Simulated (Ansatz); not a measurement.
## A series in volume ratio on NbSb

All results are calculated (Ansatz 0.2.0). Plane-wave density functional theory, PAW datasets, Gaussian smearing 0.05 eV: equation of state, the given cell scaled in volume with shape and atoms relaxed at each volume.

The cell before it is scaled or strained (space group P6_3mc, No. 186):
```
NbSb
1.0
      3.1333     0.0000     0.0000
     -1.5666     2.7135     0.0000
      0.0000     0.0000    10.0548
Nb Sb
2 2
Direct
  0.66670 0.33330 0.95110
  0.33330 0.66670 0.45110
  0.66670 0.33330 0.67410
  0.33330 0.66670 0.17410
```

Settings of every row: paw set soft_2; functional PBEsol; spin treatment none; moment partition spheres; spin axis none; wave cutoff 420 eV; k mesh 10x10x6; symmetry use detected.

Atom hubbard u: 0 on all atoms.

Limits: the cell comes from a prototype or a list of computed structures and needn't be the stable phase.

```
row  volume ratio  V (Å³/atom)  energy above given cell (meV per atom)  pressure (GPa)
  1          0.96       20.517                                   13.42           5.237
  2          0.98       20.944                                       ?               ?
  3             1       21.371                                       0          -0.011
  4          1.02       21.799                                    2.97          -2.195
  5          1.04       22.226                                    11.4          -4.089
```

Question: what energy above given cell and pressure should row 2 give?

Worked fit of energy above given cell. Take u = (V_r/V)^(2/3) − 1 with V_r = 21.585 Å³ an atom, which is twice the finite (Eulerian) strain; such expansions in the strain, on which the Birch-Murnaghan equation of state is built, carry the rest volume and the bulk modulus. The shown rows have u = 0.03441, 0.00666, -0.00656, -0.01932. Least squares give energy above given cell = 0.742 − 221.35 × u + 17136.4 × u² meV per atom; a straight line predicts inner rows, each left out in turn, worse (root mean square 7.6 against 0.078 meV per atom). The rows lie off it by 0.00, -0.03, 0.04, -0.01. Its lowest point lies at u = 0.0065, or V = 21.38 Å³ an atom, and the curvature there gives the bulk modulus with shape and atoms relaxed, B = (4/9)(1 + u)² E″(u)/V = 116 GPa. The withheld row has u = 0.0203, so the fit gives 0.742 − 221.35 × (0.0203) + 17136.4 × (0.0203)² = 3.31 meV per atom.

The calculation gave 3.25 meV per atom. The fit lies 0.06 meV per atom (1.8 % of the value, 0.45 % of the column's range) above it; its largest miss of a shown row is 0.04 meV per atom.

Worked fit of pressure. Take u = (V_r/V)^(2/3) − 1 with V_r = 21.585 Å³ an atom, which is twice the finite (Eulerian) strain; such expansions in the strain, on which the Birch-Murnaghan equation of state is built, carry the rest volume and the bulk modulus. The shown rows have u = 0.03441, 0.00666, -0.00656, -0.01932. Least squares give pressure = −1.1369 + 164.529 × u + 602.15 × u² GPa; a straight line predicts inner rows, each left out in turn, worse (root mean square 0.27 against 0.0096 GPa). The rows lie off it by -0.001, 0.003, -0.005, 0.002 (root mean square 0.0031 GPa). The pressure vanishes at u = 0.0067, or V = 21.37 Å³ an atom, and there the bulk modulus with shape and atoms relaxed is B = −V dP/dV = (2/3)(1 + u) dP/du = 116 GPa. The withheld row has u = 0.0203, so the fit gives −1.1369 + 164.529 × (0.0203) + 602.15 × (0.0203)² = 2.451 GPa.

The calculation gave 2.453 GPa. The fit lies 0.002 GPa (0.021 % of the column's range) below it; its largest miss of a shown row is 0.005 GPa.
